# Momentum-space Hartree-Fock equation and its large-$p$ tail

## 1. Premises and conventions

- Atomic units: energies in $E_h$, lengths in bohr, momenta in bohr$^{-1}$.
- Non-relativistic electrons, clamped point nuclei $Z_A$ at $\mathbf R_A$, closed-shell restricted HF with orthonormal orbitals $\psi_a$.
- Unitary transform $\phi(\mathbf p)=(2\pi)^{-3/2}\int e^{-i\mathbf p\cdot\mathbf r}\psi(\mathbf r)\,d^3r$.

Position-space equation:
$$\Big[-\tfrac12\nabla^2-\sum_A\frac{Z_A}{|\mathbf r-\mathbf R_A|}-\varepsilon_a\Big]\psi_a+\sum_b\big[2V_{bb}\psi_a-V_{ba}\psi_b\big]=0,\qquad V_{ba}(\mathbf r)=\int\frac{\psi_b^*(\mathbf r')\psi_a(\mathbf r')}{|\mathbf r-\mathbf r'|}d^3r'.\tag{1}$$

## 2. Transforming the equation

**Products.** If $V(\mathbf r)=\int v(\mathbf k)e^{i\mathbf k\cdot\mathbf r}d^3k$, each factor $e^{i\mathbf k\cdot\mathbf r}$ shifts $\phi(\mathbf p)$ to $\phi(\mathbf p-\mathbf k)$, so $V\psi\to\int v(\mathbf k)\phi(\mathbf p-\mathbf k)\,d^3k$.

**Coulomb kernel.** $\int e^{-i\mathbf k\cdot\mathbf r}e^{-\mu r}r^{-1}d^3r=(4\pi/k)\int_0^\infty e^{-\mu r}\sin kr\,dr=4\pi/(k^2+\mu^2)$. Let $\mu\to0$, invert with $(2\pi)^{-3}$ and shift the origin:
$$\frac1{|\mathbf r-\mathbf R|}=\int\frac{e^{-i\mathbf k\cdot\mathbf R}}{2\pi^2k^2}\,e^{i\mathbf k\cdot\mathbf r}d^3k.\tag{2}$$

**Electron potentials.** Put $\mathbf R=\mathbf r'$ in (2) and integrate against $\psi_b^*\psi_a$. Then $v_{ba}=W_{ba}(\mathbf k)/(2\pi^2k^2)$ with the form factor
$$W_{ba}(\mathbf k)=\int e^{-i\mathbf k\cdot\mathbf r}\psi_b^*\psi_a\,d^3r=\int\phi_b^*(\mathbf q)\,\phi_a(\mathbf q+\mathbf k)\,d^3q,\qquad W_{ba}(0)=\delta_{ba}.\tag{3}$$
The second form is Parseval's theorem for $\psi_b$ and $e^{-i\mathbf k\cdot\mathbf r}\psi_a$.

**Result.** With $-\tfrac12\nabla^2\to p^2/2$,
$$\Big(\frac{p^2}2-\varepsilon_a\Big)\phi_a(\mathbf p)=\sum_A\frac{Z_A}{2\pi^2}\int\frac{e^{-i(\mathbf p-\mathbf q)\cdot\mathbf R_A}}{|\mathbf p-\mathbf q|^2}\phi_a(\mathbf q)\,d^3q-\sum_b\int\frac{2W_{bb}(\mathbf k)\phi_a(\mathbf p-\mathbf k)-W_{ba}(\mathbf k)\phi_b(\mathbf p-\mathbf k)}{2\pi^2k^2}d^3k.\tag{4}$$
There is no basis and no derivative. Coulomb and exchange are convolutions of the same type. The $k^{-2}$ singularity is integrable in three dimensions.

**H$_2$.** Nuclei at $\pm\mathbf R/2$ along $z$, one $\sigma_g$ orbital, so $2V\psi-V\psi=V\psi$ and the two phases add to a cosine:
$$\Big(\frac{p^2}2-\varepsilon\Big)\phi(\mathbf p)=\int\frac{2Z\cos(\mathbf k\cdot\mathbf R/2)-W(\mathbf k)}{2\pi^2k^2}\,\phi(\mathbf p-\mathbf k)\,d^3k.\tag{5}$$
For real even $\psi$, both $\phi$ and $W$ are real and even. As $k\to0$ the numerator tends to $2Z-1=1$, the charge of the ion left behind.

## 3. Angular reduction of the nuclear term

One centre at the origin. With $t=\hat{\mathbf p}\cdot\hat{\mathbf q}$ and $z=(p^2+q^2)/(2pq)\ge1$, one has $|\mathbf p-\mathbf q|^{-2}=[2pq(z-t)]^{-1}$. Expand in Legendre polynomials; orthogonality fixes the coefficients:
$$\frac1{z-t}=\sum_l(2l+1)Q_l(z)P_l(t),\qquad Q_l(z)=\frac12\int_{-1}^1\frac{P_l(t)}{z-t}dt.$$
The addition theorem gives $\int P_l(t)Y_{l'm}(\hat{\mathbf q})\,d\Omega_q=4\pi\delta_{ll'}Y_{lm}(\hat{\mathbf p})/(2l+1)$. For $\psi=R_l(r)Y_{lm}$ the plane-wave expansion gives $\phi=(-i)^l\phi_l(p)Y_{lm}(\hat{\mathbf p})$, with $\phi_l=\sqrt{2/\pi}\int r^2j_l(pr)R_l\,dr$ and the same formula for the inverse. Collecting $(Z/2\pi^2)\cdot4\pi\cdot q^2/(2pq)$:
$$\frac Z{2\pi^2}\int\frac{\phi(\mathbf q)\,d^3q}{|\mathbf p-\mathbf q|^2}=(-i)^lY_{lm}(\hat{\mathbf p})\,\frac Z{\pi p}\int_0^\infty q\,\phi_l(q)\,Q_l\Big(\frac{p^2+q^2}{2pq}\Big)dq.\tag{6}$$
$Q_0=\ln|(p+q)/(p-q)|$, and every $Q_l$ has this logarithmic singularity at $q=p$.

In a molecule (6) holds centre by centre. The function $e^{i\mathbf q\cdot\mathbf R_A}\phi(\mathbf q)$ is the orbital referred to origin $A$. Expand it in $Y_{lm}$, apply (6) to each wave, multiply by $e^{-i\mathbf p\cdot\mathbf R_A}$. The phases mix the partial waves taken about any common origin.

## 4. Tail for one centre

**Leading term.** In $1/(z-t)=\sum_nt^n/z^{n+1}$ the first power not orthogonal to $P_l$ is $n=l$, and $\frac12\int t^lP_l\,dt=l!/(2l+1)!!$. For $q\ll p$, $z\simeq p/2q$, so $Q_l\simeq l!\,(2q/p)^{l+1}/(2l+1)!!$. Keeping $p^2/2$ on the left and (6) on the right,
$$\phi_l\simeq\frac{2^{l+2}\,l!\,Z\,M_l}{\pi(2l+1)!!\,p^{l+4}},\qquad M_l=\int_0^\infty q^{l+2}\phi_l\,dq.$$
The integrand of $M_l$ then falls as $q^{-2}$, so the scheme is consistent. The inverse transform with $j_l(x)\simeq x^l/(2l+1)!!$ shows that $R_l\simeq c_lr^l$ has $c_l=\sqrt{2/\pi}\,M_l/(2l+1)!!$. Hence
$$\phi_l(p)\simeq2^{l+1}l!\sqrt{2/\pi}\;\frac{Z\,c_l}{p^{l+4}},\qquad l=0:\quad\phi\simeq\frac{C}{p^4},\quad C=\frac{8\pi Z\psi(0)}{(2\pi)^{3/2}},\tag{7}$$
using $c_0Y_{00}=\psi(0)$ and $2\sqrt{2/\pi}=8\pi/(2\pi)^{3/2}$.

**Region $q\sim p$.** By power counting it could give a relative $1/p$ term. For $l=0$, insert $C/q^4$ into the kernel minus its leading part, $s=q/p$:
$$\int_0^\infty\frac{ds}{s^2}\Big[\frac1{2s}\ln\Big|\frac{1+s}{1-s}\Big|-1\Big]=\sum_{n\ge1}\frac1{(2n-1)(2n+1)}+\Big[\sum_{n\ge0}\frac1{(2n+1)(2n+3)}-1\Big]=\frac12-\frac12=0,$$
the two pieces coming from $s<1$ and $s>1$. For general $l$: the tail (7) is the transform of a cusp term $r^{l+1}Y_{lm}$, and $r^{-1}\cdot r^{l+1}Y_{lm}$ is a polynomial, whose transform vanishes for $p\ne0$.

**Electron terms.** By (3), $W\sim k^{-4}$, since one factor sits in its tail while the other is integrated over small momenta. In the convolution, small $k$ gives $V_{ba}(0)\,\phi_b(\mathbf p)\sim p^{-4}$, and $\mathbf k\approx\mathbf p$ gives $p^{-6}$. The nuclear term is $p^{-2}$. For $l>0$, the $l$ component of $V_{ba}\psi_b$ starts as $r^l$, with first non-analytic term $r^{l+1}Y_{lm}$, against $r^{l-1}Y_{lm}$ in the nuclear term. Electron terms are two orders down in every case and enter (7) only through $c_l$.

**Relative $p^{-2}$ term, s wave.** Near the nucleus let all other potentials of (5) equal the constant $U_0$, with $\kappa^2/2=U_0-\varepsilon$; their variation first affects the $r^4$ term. Put $\psi=\psi(0)\sum a_nr^n$, $a_0=1$. Since $\nabla^2r^n=n(n+1)r^{n-2}$,
$$\tfrac12n(n+1)a_n=-Za_{n-1}+\tfrac12\kappa^2a_{n-2}\;\Rightarrow\;a_1=-Z,\quad a_2=\tfrac13\big(Z^2+\tfrac12\kappa^2\big),\quad a_3=-\tfrac Z{18}(Z^2+2\kappa^2).$$
With a convergence factor $e^{-\mu r}$, $\mu\to0$, $\int e^{-i\mathbf p\cdot\mathbf r}r\,d^3r=-8\pi/p^4$ and $\int e^{-i\mathbf p\cdot\mathbf r}r^3d^3r=96\pi/p^6$; even powers give no tail. Thus $a_1$, the nuclear cusp condition, reproduces (7), and
$$\phi\simeq\frac C{p^4}\Big[1-\frac{2(Z^2+2\kappa^2)}{3p^2}\Big].\tag{8}$$
For a hydrogenic 1s state $\kappa=Z$, and (8) matches $C/(p^2+Z^2)^2$.

## 5. Tail for two centres

Expand the kernel of (4) for $q\ll p$: $|\mathbf p-\mathbf q|^{-2}=p^{-2}+2\mathbf p\cdot\mathbf q/p^4+\dots$ The moments are $\int e^{i\mathbf q\cdot\mathbf R_A}\phi\,d^3q=(2\pi)^{3/2}\psi(\mathbf R_A)$ and $\int\mathbf q\,e^{i\mathbf q\cdot\mathbf R_A}\phi\,d^3q=-i(2\pi)^{3/2}\mathbf g_A$. The second converges when angles are integrated first, and $\mathbf g_A$ is the direction-averaged gradient of $\psi$ at $A$. The region $q\sim p$ vanishes at relative order $1/p$ for the cusp of $A$ itself (Section 4). The cusp of $B$ meets a smooth $1/r_A$, which counts in $U_0$. Multiplying by $(2/p^2)(Z_A/2\pi^2)$ and using $(2\pi)^3/\pi^2=8\pi$,
$$\phi(\mathbf p)=\frac{8\pi}{(2\pi)^{3/2}p^4}\sum_AZ_A\,e^{-i\mathbf p\cdot\mathbf R_A}\Big[\psi(\mathbf R_A)-\frac{2i\,\mathbf g_A\cdot\mathbf p}{p^2}+O(p^{-2})\Big].\tag{9}$$
For $\sigma_g$, let $\psi_A$ be the common value at the nuclei and $\gamma$ the component of $\mathbf g$ toward the other nucleus. With $C=8\pi Z\psi_A/(2\pi)^{3/2}$,
$$\phi=\frac{2C}{p^4}\Big[\cos\frac{p_zR}2+\frac{2\gamma}{\psi_A}\frac{p_z}{p^2}\sin\frac{p_zR}2+O(p^{-2})\Big].\tag{10}$$

The law $p^{-(l+4)}$ belongs to waves about a nucleus. About the midpoint, with $\theta$ the angle between $\mathbf p$ and $\mathbf R$,
$$\cos\frac{p_zR}2=\sum_{l\ \rm even}(-1)^{l/2}(2l+1)\,j_l(pR/2)\,P_l(\cos\theta),$$
so each even wave decays as an oscillating $p^{-5}$ once $pR/2\gg l$, and waves up to $l\approx pR/2$ are needed to rebuild the $p^{-4}$ tail.

## 6. Kinetic energy beyond a cutoff $P=p_{\max}$

One centre, one electron: $T_>=\int_P^\infty\frac{p^2}2\frac{C^2}{p^8}4\pi p^2dp=\frac{2\pi C^2}{3P^3}$, and $C^2=8Z^2|\psi(0)|^2/\pi$ gives $T_>=16Z^2|\psi(0)|^2/(3P^3)$. For angular momentum $l$, (7) gives $T_>\propto P^{-(2l+3)}$. Summing (9) over occupied spin orbitals, with $\rho$ the total electron density,
$$T_>\simeq\frac{16}{3P^3}\sum_AZ_A^2\,\rho(\mathbf R_A).\tag{11}$$
Cross terms between centres are of higher order, as H$_2$ shows. There $\langle\cos^2(p_zR/2)\rangle_\Omega=\frac12[1+\sin pR/(pR)]$, so for two electrons
$$T_>\simeq64Z^2\psi_A^2\int_P^\infty\frac{dp}{p^4}\Big[1+\frac{\sin pR}{pR}\Big].$$
Corrections relative to $64Z^2\psi_A^2/(3P^3)$:

1. Interference, integrating by parts twice: $3\cos PR/(PR)^2+15\sin PR/(PR)^3$.
2. Equation (8) squared gives $-\frac43(Z^2+2\kappa^2)/p^2$. The ratio $\int_P^\infty p^{-6}dp/\int_P^\infty p^{-4}dp=3/(5P^2)$ turns it into $-\frac45(Z^2+2\kappa^2)/P^2$.
3. Gradient term squared: $\langle p_z^2\sin^2\rangle\simeq p^2/6$ against $\langle\cos^2\rangle\simeq\frac12$ gives $\frac43(\gamma/\psi_A)^2/p^2$, hence $+\frac45(\gamma/\psi_A)^2/P^2$.
4. Gradient cross term: $\langle p_z\sin p_zR\rangle=p\,j_1(pR)\simeq-\cos(pR)/R$, which integrates to $12(\gamma/\psi_A)\sin PR/(R^2P^3)$.
5. The $l=2$ term about a nucleus, also of order $p^{-6}$, is orthogonal to the s term of the same centre and drops out at order $P^{-2}$.

$$T_>=\frac{64Z^2\psi_A^2}{3P^3}\Big[1+\frac{3\cos PR}{(PR)^2}-\frac45\,\frac{Z^2+2\kappa^2-(\gamma/\psi_A)^2}{P^2}+O(P^{-3})\Big].\tag{12}$$

**Total energy.** Remove the tail $\delta$ (the part with $p>P$) from the HF orbital and renormalise. The energy is stationary, so it rises at second order, $\Delta E=2\langle\delta|\hat F-\varepsilon|\delta\rangle+4(\delta\psi|\delta\psi)$, with $\hat F$ the operator of (5) and $(\cdot|\cdot)$ the Coulomb integral of two charge distributions. The kinetic part is $T_>$. Terms with $\varepsilon$ or bounded potentials scale as the norm $\langle\delta|\delta\rangle\sim P^{-5}$, and the last term is smaller still. The attraction to the tail's own nucleus follows from (6), per electron and centre, with $s$ the ratio of the smaller momentum to the larger:
$$-4ZC^2\iint_{p,q>P}\frac{Q_0\,dp\,dq}{p^3q^3}=-8ZC^2\int_P^\infty\frac{dp}{p^5}\int_0^1s\ln\frac{1+s}{1-s}\,ds=-\frac{2ZC^2}{P^4},$$
since the $s$ integral is 1. Dividing by $2\pi C^2/(3P^3)$,
$$\Delta E=T_>\Big[1-\frac{3Z}{\pi P}+O(P^{-2})\Big].\tag{13}$$
Reoptimising within $p<P$ responds to the residual $\hat F\delta\sim P^{-3}$ and regains only about $P^{-6}\int^Pd^3p/p^2\sim P^{-5}$. The kinetic energy falls by $T_>$ while the total energy rises by about the same amount.

## 7. Range of validity

- Asymptotic conditions: $p\gg Z,\kappa$. Dropping interference needs $PR\gg1$.
- Point nuclei. A nucleus of finite radius removes the cusp at momenta of order the inverse radius.
- Non-relativistic kinematics. The physical tail departs from (9) as $p$ approaches $c=137$; beyond that, (9) to (13) describe the convergence of the non-relativistic equation only.
- $\psi(\mathbf R_A)\ne0$. For $\pi$ orbitals of a linear molecule the gradient term leads, $\phi\sim p^{-5}$, $T_>\sim P^{-5}$. For $\sigma_u$ the cosine becomes a sine and the interference changes sign.
- Equation (11) holds for any closed shell. Equation (8) is written for one doubly occupied orbital; with several, exchange couples the orbitals at that order.
- HF only. In the exact momentum density the electron-electron cusp adds a further $p^{-8}$ term.
- Finite Gaussian expansions and smooth pseudopotentials have no such tail.

## 8. Illustration: H$_2$

Input: $R=1.4$ bohr (approximate bond length), $Z=1$. Model orbital, not the HF solution: $\psi=N(\chi_A+\chi_B)$, $\chi=\chi_0e^{-\zeta r}$, $\chi_0^2=\zeta^3/\pi$, $N^2=1/[2(1+S)]$, $S=e^{-w}(1+w+w^2/3)$, $w=\zeta R$. Its transform is
$$\phi=2N\chi_0\cos\frac{p_zR}2\;\frac{8\pi\zeta}{(2\pi)^{3/2}(p^2+\zeta^2)^2},\qquad\psi_A=N\chi_0(1+e^{-w}).$$
The leading tail equals that of (10) only if $\zeta=Z(1+e^{-\zeta R})$. The exponent is chosen by this cusp condition, so the leading term is built in and only the corrections are probed. Then $\zeta=1.1892$, $e^{-w}=0.1892$, $S=0.679$, $\psi_A=0.4748$, $\rho(\mathbf R_A)=2\psi_A^2=0.4509$, and $T_>\simeq4.81/P^3$.

The model's exact loss is $64\zeta^2N^2\chi_0^2\int_P^\infty p^4(p^2+\zeta^2)^{-4}[1+\sin pR/(pR)]\,dp$, which is $1.12\,E_h$ for $P=0$. Expanding $(1+\zeta^2/p^2)^{-4}$ gives the smooth correction $-\frac{12}5\zeta^2/P^2=-3.39/P^2$. Values in m$E_h$; the third column is $(4.81/P^3)[1+3\cos PR/(PR)^2-3.39/P^2]$.

| $P$ | leading, (11) | with $P^{-2}$ terms | quadrature |
|---|---|---|---|
| 5 | 38.5 | 35.0 | 35.3 |
| 10 | 4.81 | 4.66 | 4.68 |
| 20 | 0.601 | 0.594 | 0.594 |

Size of the terms that the model treats differently from (12):

- Item 2. $U_0=V(\mathbf R_A)-Z/R$, with $V(\mathbf R_A)=\int\psi^2r_A^{-1}d^3r=0.904$ in the model. With an approximate orbital energy $\varepsilon\approx-0.59$ as input, $\kappa^2=1.56$ and the coefficient is $3.3$, against the model's $3.39$.
- Items 3 and 4 are absent from the model's $\phi$. Its gradient at $A$ comes from $\chi_B$, so $\gamma/\psi_A=\zeta e^{-w}/(1+e^{-w})=0.1892$. This estimates them as $0.03/P^2$ and $1.2\sin PR/P^3$, below the interference term $15\sin PR/(PR)^3=5.5\sin PR/P^3$.

At $P=10$ the model loses $0.4$ per cent of its kinetic energy. The factor in (13) is a $9.5$ per cent reduction, so with the model's density at the nuclei the total energy rises by about $4.2$ m$E_h$. By (11), $T_>=1$ m$E_h$ needs $P\approx17$, and each further factor of $10^3$ costs a factor of 10 in $P$.

Scaling with charge: a hydrogenic 1s pair has $\rho(0)=2Z^3/\pi$, so $T_>=32Z^5/(3\pi P^3)$. For the Si nucleus in silane ($Z=14$), in this unscreened model, $T_>=1.8\times10^6/P^3$, and 1 m$E_h$ needs $P\approx1.2\times10^3$, far above $c$. Screening lowers $\rho(0)$ and the outer s shells raise it, each typically by roughly a tenth, which moves $P$ by a few per cent.